# How fast do third and fourth velocity moments relax? N$_2$ at 10 Pa

Extended moment models of process gas carry the heat flux and higher moments, and each needs a relaxation rate. We work out these rates for a uniform, slightly disturbed purge gas: N$_2$ at $p=10$ Pa (75 mTorr) and $T=300$ K.

## 1. Hand estimate

Take $m=28$ u and a typical kinetic diameter $d\approx0.37$ nm.

- $n=p/k_BT\approx2.4\times10^{21}$ m$^{-3}$
- $\sigma=\pi d^2\approx4.3\times10^{-19}$ m$^2$
- $\bar c=\sqrt{8k_BT/\pi m}\approx4.8\times10^{2}$ m/s
- $\nu=\sqrt2\,n\sigma\bar c\approx7.0\times10^{5}$ s$^{-1}$, so $\tau_c=1/\nu\approx1.4$ µs

A hard collision turns a molecule through a large angle, so one collision should erase whatever is not conserved. The estimate is **about 1.4 µs for every moment**, with fourth moments slightly quicker than third, because they weight fast molecules, which collide more often.

## 2. Careful calculation

**Operator.** Write $f=f_0(1+\phi)$ with $f_0$ the Maxwellian and $\mathbf x=\mathbf c\sqrt{m/2k_BT}$ the reduced peculiar velocity. Then $\partial_t\phi=L\phi$ with

$$L\phi=n\int\frac{d^3x_1}{\pi^{3/2}}e^{-x_1^2}\int d\Omega\,B(\chi)\,[\phi'+\phi_1'-\phi-\phi_1].$$

Here $\chi$ is the deflection of the relative velocity $\mathbf g$, and $B$ is $g$ times the differential cross-section. For Maxwell molecules (point particles, repulsive force $\propto r^{-5}$) $B$ does not depend on $g$.

**Spectrum.** Apply $L$ to $\phi_{\mathbf k}(\mathbf x)=e^{2\mathbf k\cdot\mathbf x-k^2}$. With $\mathbf G=(\mathbf x+\mathbf x_1)/2$ and $\mathbf h=(\mathbf x-\mathbf x_1)/2$, a collision gives $\mathbf x',\mathbf x_1'=\mathbf G\pm h\,\mathbf n'$. The integral $\int d\Omega\,B(\hat{\mathbf h}\cdot\mathbf n')\,e^{2h\,\mathbf k\cdot\mathbf n'}$ depends only on $hk$ and $\hat{\mathbf h}\cdot\hat{\mathbf k}$, so $\mathbf h$ and $\mathbf k$ may be swapped (Bobylev's identity). The exponent of $\phi'$ becomes $2\mathbf k_+\cdot\mathbf x+2\mathbf k_-\cdot\mathbf x_1-k^2$ with $\mathbf k_\pm=(\mathbf k\pm k\mathbf n)/2$, where $\mathbf n$ lies at angle $\chi$ to $\mathbf k$. For $\phi_1'$ the two vectors trade places. Since $k_+^2+k_-^2=k^2$, the Gaussian integral over $\mathbf x_1$ leaves

$$L\phi_{\mathbf k}=n\int d\Omega\,B(\chi)\,[\phi_{\mathbf k_+}+\phi_{\mathbf k_-}-\phi_{\mathbf k}-1].$$

The vector $\mathbf k_+$ has length $k\cos\frac\chi2$ and direction cosine $\cos\frac\chi2$ with $\mathbf k$. For $\mathbf k_-$ both cosines become $\sin\frac\chi2$. The function $\phi_{\mathbf k}$ generates the Sonine (associated Laguerre) functions,

$$\phi_{\mathbf k}=\sum_{rlm}a_{rl}\,k^{2r+l}\,Y^*_{lm}(\hat{\mathbf k})\,\psi_{rlm},\qquad \psi_{rlm}=S^{(r)}_{l+1/2}(x^2)\,x^l\,Y_{lm}(\hat{\mathbf x}),$$

with nonzero constants $a_{rl}$. Averaging $Y^*_{lm}$ around a cone about $\hat{\mathbf k}$ multiplies it by $P_l$ of the direction cosine. Matching terms gives $L\psi_{rlm}=\lambda_{rl}\psi_{rlm}$ with the result of Wang Chang and Uhlenbeck (1952):

$$\lambda_{rl}=2\pi n\int_0^\pi B\sin\chi\left[\cos^{2r+l}\tfrac\chi2\,P_l(\cos\tfrac\chi2)+\sin^{2r+l}\tfrac\chi2\,P_l(\sin\tfrac\chi2)-1-\delta_{r0}\delta_{l0}\right]d\chi .$$

The bracket vanishes for the collision invariants $(r,l)=(0,0),(0,1),(1,0)$. The moment of $f$ taken with $\psi_{rlm}$ has order $2r+l$ and decays as $e^{\lambda_{rl}t}$.

**Units.** Put $u=\sin^2\frac\chi2\cos^2\frac\chi2=\frac14\sin^2\chi$, so that $\cos^4\frac\chi2+\sin^4\frac\chi2=1-2u$, the sixth powers give $1-3u$ and the eighth $1-4u+2u^2$. The stress bracket is $-3u$. In simple shear the linearised stress equation, without gradients of third moments, is $\partial_t p_{xy}+p\,\partial_yU_x=\lambda_{02}\,p_{xy}$, whose steady state gives $\mu=p/|\lambda_{02}|$. Every bracket linear in $u$ is therefore a rational multiple of $p/\mu$, whatever the shape of $B$.

**The exception, $(0,4)$.** Its bracket contains $u^2$ and needs the actual orbit. With reduced impact parameter $W_0$, and $W_1$ the positive zero of the radicand,

$$\chi=\pi-2\int_0^{W_1}\frac{dW}{\sqrt{1-W^2-W^4/2W_0^4}}=\pi-2\sqrt{\cos\psi}\;K\!\left(\sin^2\tfrac\psi2\right),\qquad W_0^2=\sqrt2\cot\psi,$$

where $K$ takes the parameter (modulus squared) as argument and $0<\psi<\pi/2$. The weight is $B\sin\chi\,d\chi\propto W_0\,dW_0$, of magnitude $d\psi/(\sqrt2\sin^2\psi)$. Quadrature gives $\int\sin^2\chi\,W_0\,dW_0=0.436$ and a ratio $\langle\sin^4\chi\rangle/\langle\sin^2\chi\rangle=0.631$, so $\lambda_{04}=-\frac73+\frac{35}{48}(0.631)=-1.87$ in units of $p/\mu$.

**Numbers.** With an approximate viscosity $\mu\approx1.8\times10^{-5}$ Pa s as input, $\mu/p=1.8$ µs and $\tau_{rl}=1/|\lambda_{rl}|$. The last column is explained in section 3.

| moment | $(r,l)$ | bracket | $\lambda\mu/p$ | $\tau$ (µs) | $\tau/\tau_c$ | share $s$ |
|---|---|---|---|---|---|---|
| stress | (0,2) | $-3u$ | $-1$ | 1.8 | 1.3 | 1/2 |
| heat flux | (1,1) | $-2u$ | $-2/3$ | 2.7 | 1.9 | 1/3 |
| traceless third | (0,3) | $-\frac92u$ | $-3/2$ | 1.2 | 0.86 | 3/4 |
| scalar fourth | (2,0) | $-2u$ | $-2/3$ | 2.7 | 1.9 | 1/3 |
| rank-2 fourth | (1,2) | $-\frac72u$ | $-7/6$ | 1.5 | 1.1 | 7/12 |
| traceless fourth | (0,4) | $-7u+\frac{35}4u^2$ | $-1.87$ | 0.96 | 0.69 | 7/8 |

The sixth-order scalar $(3,0)$ has bracket $-3u$ and $\lambda_{30}=-p/\mu$. The fourth-order rows refer to the orthogonalised $\psi_{rlm}$. A raw moment such as $\langle c^2c_xc_y\rangle$ also contains a stress part that decays with its own 1.8 µs.

## 3. Why the two differ

The estimate lands inside the range but misses a spread of a factor 2.8, and it orders the moments wrongly: the scalar fourth moment outlives the traceless third.

**A collision erases only a share of each moment.** It conserves $\mathbf G$ and $h$ and rotates only $\hat{\mathbf h}$. Take isotropic scattering at a constant rate $\nu_0$ and $\Phi=\psi(\mathbf x)+\psi(\mathbf x_1)$. Averaging over outgoing directions is a projection $P$, so, with norms taken over Maxwellian pairs,

$$\lambda=-\nu_0\,s,\qquad s=\frac{\|\Phi-P\Phi\|^2}{\|\Phi\|^2}.$$

For $r=0$ use $\psi=x_+^l$ with $x_+=x_x+ix_y$. Then $\Phi=(G_++h_+)^l+(G_+-h_+)^l$, and only $2G_+^l$ survives. Each component of $\mathbf G$ has half the variance of a component of $\mathbf x$, so the surviving share is $4\cdot2^{-l}/2$ and $s=1-2^{1-l}$, that is 1/2, 3/4, 7/8 for $l=2,3,4$. For the heat flux,

$$x^2\mathbf x+x_1^2\mathbf x_1=2(G^2+h^2)\mathbf G+4(\mathbf G\cdot\mathbf h)\mathbf h .$$

Only the traceless part of $h_ih_j$ in the last term can change, and its norm is 1/3 of the total. The scalar $x^4+x_1^4=2(G^2+h^2)^2+8(\mathbf G\cdot\mathbf h)^2$ gives 1/3 as well. Powers of $x^2$ tie a moment to the conserved pair energy, while angular rank exposes it. Dividing by the stress share gives $\lambda\mu/p=-2s$, which reproduces every row linear in $u$. Shares from 1/3 to 7/8 span a factor 2.6, most of the 2.8.

**The rest of the spread is grazing scattering.** For $l=4$, $\Phi=2G_+^4+12G_+^2h_+^2+2h_+^4$ with norm shares 1/8, 3/4, 1/8, and the bracket equals $\frac34[P_2(\cos\chi)-1]+\frac18[P_4(\cos\chi)-1]$. Isotropic scattering gives $-7/4$. At small angles $P_l-1\approx-l(l+1)\chi^2/4$, so rank 4 fades $10/3$ times as fast as rank 2 and the purely grazing limit is $-7/3$. The $r^{-5}$ force, at $-1.87$, lies between.

**The clock is $\mu/p$, not $\tau_c$.** The stress share alone would give $\mu/p=2/\nu_0$. For hard spheres the rate grows as $g$, and the erasable part of the stress has squared magnitude $\propto g^4$, so its rate is enhanced by

$$\frac{\langle g^5\rangle}{\langle g\rangle\langle g^4\rangle}=\frac{\Gamma(4)\,\Gamma(3/2)}{\Gamma(2)\,\Gamma(7/2)}=\frac85 .$$

Hence $\mu/p=2\cdot\frac58\,\tau_c=\frac54\tau_c$ in the first Chapman-Enskog approximation. The instinct about fast molecules was sound, but the effect acts on all moments almost equally. Together, $\tau/\tau_c\approx\frac54/|\lambda\mu/p|$. The table has 1.3 in place of 1.25 through rounding of the inputs. Kinetic diameters are usually derived from viscosity, so this closeness tests nothing. For true Maxwell molecules $B\sim\chi^{-5/2}$ at small angles, the total collision rate diverges, and only $\mu/p$ remains as a clock.

## 4. How far the model's times apply to nitrogen

**Force law.** The viscosity of N$_2$ goes approximately as $T^{0.74}$, between hard spheres ($T^{1/2}$) and Maxwell molecules ($T$). Away from the Maxwell case the $\psi_{rlm}$ are coupled, but the diagonal rates move little at fixed $p/\mu$. For $(1,1)$, $(2,0)$ and $(0,3)$ only traceless $h_ih_j$ times functions of $\mathbf G$ changes, so $-2/3$, $-2/3$ and $-3/2$ hold for any central force. For hard spheres the $h_+^4$ share gains the weight $\langle g^9\rangle\langle g^4\rangle/(\langle g^8\rangle\langle g^5\rangle)=80/63$ relative to the stress, giving $-2\left(\frac34+\frac18\cdot\frac{80}{63}\right)=-1.82$ for $(0,4)$. The same count gives $-1.22$ for $(1,2)$. Both lie within 5 % of the table.

**Rotation.** A typical rotational collision number $Z\approx5$ adds an energy-exchange mode with $Z\tau_c\approx7$ µs, slower than anything in the table and absent from the model. Its rate is about 0.4 of the $(1,1)$ and $(2,0)$ rates, so inelastic terms can shift those two by tens of per cent at worst. For the total heat flux $\mathbf q$, a single time defined by $\partial_t\mathbf q+c_p\,p\,\nabla T=-\mathbf q/\tau_q$, with $c_p$ per unit mass, is $\tau_q=\mu/(p\,\mathrm{Pr})$. The Maxwell model has $\mathrm{Pr}=2/3$. A typical $\mathrm{Pr}\approx0.72$ for N$_2$ gives 2.5 µs, so the model's 2.7 µs is long by about 8 %.

The model's times at 10 Pa and 300 K are 2.7 and 1.2 µs for the third moments and 2.7, 1.5 and 0.96 µs for the fourth, all scaling as $1/p$.